### Stiffness near and far from equilibrium

A pressure of 1 GPa, about ten thousand atmospheres, shrinks zinc selenide by a little under 2 % in volume if the crystal starts from its relaxed state. Once it has been squeezed by about a sixth of its volume, the same crystal resists further squeezing roughly twice as strongly. These two facts describe the compressed side, where most of the known results lie. The question here is what they imply for the opposite side, where the crystal is pulled apart.

Zinc-blende ZnSe computed with Ansatz 0.2.0 using the PBE functional, PAW potentials, a 420 eV plane-wave cutoff and an 8×8×8 k mesh, without spin polarisation. The cells are uniformly scaled copies of the one relaxed with r2SCAN, which is the row at 22.723 Å³/atom. Pressure is positive in compression.

| volume (Å³/atom) | shortest distance (Å) | pressure (GPa) |
| --- | --- | --- |
| 19.292 | 2.323 | 17.780 |
| 20.104 | 2.355 | 12.850 |
| 20.739 | 2.379 | 9.620 |
| 21.341 | 2.402 | 6.990 |
| 21.387 | 2.404 | 6.800 |
| 22.049 | 2.428 | 4.340 |
| 22.723 | 2.453 | 2.200 |
| 23.412 | 2.477 | 0.340 |
| 24.114 | 2.502 | -1.270 |
| 24.831 | 2.527 | ? |
| 25.561 | 2.551 | ? |

A positive pressure means that the crystal pushes outward and must be held together. A negative one means that it pulls inward and must be held apart by a tension of the same size. In the known rows the pressure falls steadily as the volume grows, and it changes sign between the two largest volumes with a result. Two larger volumes remain to be predicted.

The rows can be treated as points on one curve. The crystal keeps its zinc-blende structure, in which symmetry fixes the positions of both atoms, so every distance grows in the same proportion. In all known rows the electrons are also in the same insulating state. The forecast assumes that this continues over the next 2 % of bond length.

### Why the crystal softens when stretched

Two tendencies compete in a bond. When atoms are pushed together, their electron clouds overlap, and the Pauli principle raises the energy steeply. The attraction between zinc and selenium, partly covalent and partly ionic, changes more gently with distance. At equilibrium the two forces cancel, but their rates of change do not, and the stiffness comes from the steeper repulsion; the attraction by itself would lower it.

Stretching therefore removes the source of the stiffness first. The repulsion fades quickly, and the restoring pull still grows, but by less with each further step. Far enough out the pull reaches a maximum, beyond which the stretched crystal could not hold together even in principle. This is the standard picture of cohesion; the table shows the softening itself, not its division into attraction and repulsion.

The softening is large. The bulk modulus, $B=-V\,dP/dV$, is the pressure change per relative change of volume, where $V$ is the volume per atom and $P$ the pressure. Between the two smallest volumes its mean is 120 GPa; between the two largest known volumes it is 54.5 GPa. The stiffness thus falls by more than half while the volume grows by about a fifth, which, compounded step by step, amounts to roughly 4 % of stiffness for each 1 % of volume.

The value for the compressed end belongs to the calculation rather than to a laboratory sample. Somewhere above 10 GPa real zinc selenide goes over to a denser structure, whereas the calculation holds it in zinc blende. For the present purpose this is an advantage, because a curve through different structures could not be continued to larger volumes.

### Two routes to the same pressure

Pressure is minus the slope of the energy with volume. The tabulated pressures come from the stress in the crystal, so the total energies of the same calculations offer a check. Between the two largest known volumes the energy difference gives a mean pressure of −0.48 GPa, and the average of the two tabulated pressures is −0.47 GPa.

The small difference has the expected sign. The pressure curve flattens toward large volumes and so sags below the straight line between its end points, which makes the simple average slightly too high. The bend seen in the neighbouring rows puts this sag at about 0.02 GPa, which is also the size of the difference. The agreement also matters for the forecast. A set of plane waves that was too small could distort the stress, and no such distortion is visible at the stretched end, from which the forecast must start.

### A curve built on the bond picture

The picture can be put into a formula with few constants. Let $x$ be any length in the crystal divided by its value at 22.723 Å³/atom, so that $x=(V/22.723)^{1/3}$ with $V$ in Å³/atom. The energy per atom is written as

$$E(x)=-(a+b\,x)\,e^{-s x}+\text{constant}.$$

Here $b$ is positive and $a$ negative. The term with $b$ attracts, the term with $a$ repels, and the repulsion loses weight against the attraction as $x$ grows. The constant $s$ sets how fast both decay. Since the two terms differ only by the factor $x$, the contrast between steep and gentle is much weaker in this formula than in the picture above.

The pressure follows by dividing the slope of $E$ by the change of volume, which is proportional to $x^2\,dx$. With the constants collected, this gives the Vinet equation of state in the form

$$P(x)=\frac{P_1+C\,(1-x)}{x^2}\;e^{-s(x-1)}.$$

$P_1$ is the pressure at $x=1$, and $C$ measures the stiffness. The factor $1/x^2$ expresses that a given force is spread over a larger area when the crystal is larger.

A least-squares fit to the nine known pressures gives $P_1=2.195$ GPa, $C=183.1$ GPa and $s=5.471$. The curve passes within 0.01 GPa of every known value. So close a fit shows that the form is flexible enough, not that its two terms are the true attraction and repulsion. The three constants serve only to continue the curve.

The fitted curve crosses zero pressure at 23.55 Å³/atom, where the bulk modulus is 56 GPa. The row at 22.723 Å³/atom, whose volume was relaxed with a different density functional, is therefore still under compression here. PBE is known to make such crystals slightly too large. A reader who wants to carry these pressures over to a real sample should compare volumes relative to equilibrium, not absolute ones.

### The forecasts

The first unknown volume, 24.831 Å³/atom, was not part of the fit and can be worked out by hand. Its relative length is $x=(24.831/22.723)^{1/3}=1.030$, a stretch of 3 % from the reference row. Inserting this gives

$$P=\frac{2.195-183.1\times0.030}{1.030^2}\;e^{-5.471\times0.030}\approx\frac{-3.30}{1.061}\times0.849\approx-2.64\ \text{GPa}.$$

The numerator alone would describe a spring of constant stiffness. The exponential and the larger area together take away about a fifth of its pull.

The forecast for 24.831 Å³/atom is −2.64 ± 0.05 GPa. The same steps with $x=1.040$ give −3.81 ± 0.10 GPa for 25.561 Å³/atom. The ranges are judgements that allow for rounding, for the choice of curve and for small effects of the plane-wave set. The second is wider because it lies farther from the known rows.

How much depends on the chosen curve can be seen from another standard form. The Birch–Murnaghan equation expands the energy in a measure of strain instead of using decaying exponentials, and it also has three constants. Fitted to the same nine rows, it gives −2.67 and −3.87 GPa, both inside the stated ranges. It follows the known pressures somewhat more closely than the Vinet curve, but the forecast keeps the Vinet values, because that form was chosen for its picture of a stretched bond.

Cruder continuations show what the softening is worth. A straight line through the last two known rows leads to −2.91 and −4.59 GPa. Such a line even stiffens a little, because at fixed slope $B=-V\,dP/dV$ grows with $V$; holding $B$ at 54.5 GPa instead gives −2.87 and −4.45 GPa. If the crystal goes on softening, both results must lie above these values as well, that is, at weaker tension. The remaining qualitative forecasts are that both pressures are negative, that the second is more so, and that the tension has not yet reached its maximum.

### The computed values

The withheld rows as computed:

| volume (Å³/atom) | shortest distance (Å) | pressure (GPa) |
| --- | --- | --- |
| 24.831 | 2.527 | -2.660 |
| 25.561 | 2.551 | -3.850 |

Both values fall inside their ranges, and the qualitative forecasts hold. The computed pressures are −2.66 and −3.85 GPa, so the Vinet curve misses by 0.02 and 0.04 GPa. That is about 1 % of the tension or less. In both cases the curve predicts too weak a pull, which means that it lets the crystal soften slightly too fast.

A plausible reason is that a single decay constant has to serve strongly squeezed and stretched bonds alike. Eight of the nine fitted rows have positive pressure, so the compressed side largely decides its value. A slight error in the bend of the curve then grows with distance from the known rows, as the doubled second miss suggests. On this account a fit to the few rows nearest equilibrium is expected to give a smaller decay constant and smaller misses, so a curve meant for extrapolation is better fitted close to where it will be used.

The Birch–Murnaghan curve comes closer, with misses of about 0.01 and 0.02 GPa in the opposite direction. The more intuitive picture of the bond thus brought no gain in accuracy over a plain expansion in strain. Two volumes so close to equilibrium are too few to rank the two forms in general. They do show that either form is good to about 1 % over this short extrapolation.

The straight line fails by far more. It overstates the tension by 0.25 GPa at the first volume and by 0.74 GPa at the second, which is 10 % and 19 % of the computed values. Most of this is softening: a constant bulk modulus would still miss by 0.21 and 0.60 GPa. The error nearly triples although the distance only doubles, and this has a simple cause. For equal steps and a constant bend, a line through the last two points misses the next two in the ratio 1 to 3.

The softening also continues between the two new volumes, where the mean bulk modulus is 41 GPa. That is a quarter less than between the last two known volumes, after a further growth of about 6 % in volume. The rule of roughly 4 % of stiffness per 1 % of volume, read from the known rows, therefore remains a fair guide under tension, although the softening there is somewhat faster.

The same reasoning gives a first guess for a similar crystal that keeps its structure and its electronic state. One starts from the bulk modulus at zero pressure and lets it fall several times faster, in relative terms, than the volume grows. The pressure curve must then bend upward from its tangent, so that a constant bulk modulus overstates the tension on stretching and understates the pressure on squeezing.

The computed tension is not a strength. The calculation stretches a perfect crystal equally in all directions and allows neither cracks nor sliding planes. A real piece of zinc selenide contains flaws at which it can break under a far smaller load.
